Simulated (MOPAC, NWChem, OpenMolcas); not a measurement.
**PF3 (phosphorus trifluoride): the HOMO–LUMO gap, rung by rung**

PF3: 4 atoms, total charge 0, spin state singlet. SMILES: `FP(F)F`. Geometry: relaxed at PBE0-D4/def2-TZVP.

| atom | x (Å) | y (Å) | z (Å) |
| --- | --- | --- | --- |
| F | 0.8344 | -0.6632 | 0.8745 |
| P | -0.2975 | 0.3146 | 0.3923 |
| F | -1.0619 | -0.6965 | -0.5369 |
| F | 0.5250 | 1.0452 | -0.7300 |

Quantity: the HOMO–LUMO gap, in eV. The values are calculated.

```csv
level,kind,program,value (eV),CPU time
PM7,semi-empirical,MOPAC,10.94,under 2 s
HF/6-311+G**,Hartree–Fock,NWChem,14.63,13 s
SVWN5/6-311+G**,LDA,NWChem,6.54,7.6 s
BLYP/6-311+G**,GGA,NWChem,6.59,10 s
revPBE/6-311+G**,GGA,OpenMolcas,6.57,22 s
TPSS/6-311+G**,meta-GGA,NWChem,6.83,12 s
BHLYP/6-311+G**,global hybrid,OpenMolcas,11.10,24 s
wB97X/6-311+G**,range-separated hybrid,NWChem,13.45,48 s
B2PLYP/6-311+G**,double hybrid,OpenMolcas,11.29,21 s
```

The values span 6.54 to 14.63 eV. Orbital gaps aren't excitation energies, and those of double hybrids come from the SCF part alone; they tend to grow with the share of exact exchange. Times are those of the runs behind each value, whatever else they computed, on shared processors of several kinds: orders of magnitude only.

The gap of PF3 depends far more on how exchange is treated than on the choice of semi-local functional: LDA, both GGAs and the meta-GGA stay between 6.54 and 6.83 eV, while Hartree–Fock gives 14.63 eV. In a semi-local potential, occupied and empty orbitals feel the same field, and the derivative discontinuity is missing. With exact exchange, an empty orbital feels the repulsion of all the electrons, as an added electron would, so it is pushed up while the occupied levels sink. The long-range part matters most here, which is why wB97X lies well above BHLYP despite having less exact exchange at short range; its gap is probably the closest to the difference between ionisation energy and electron affinity. PM7 falls near BHLYP, but its parametrised minimal basis makes this no independent confirmation.

The HOMO of PF3 is essentially the phosphorus lone pair, and the valence acceptor orbitals are P–F σ* in character. The gap alone does not measure the π-acceptor strength these give the molecule as a ligand.
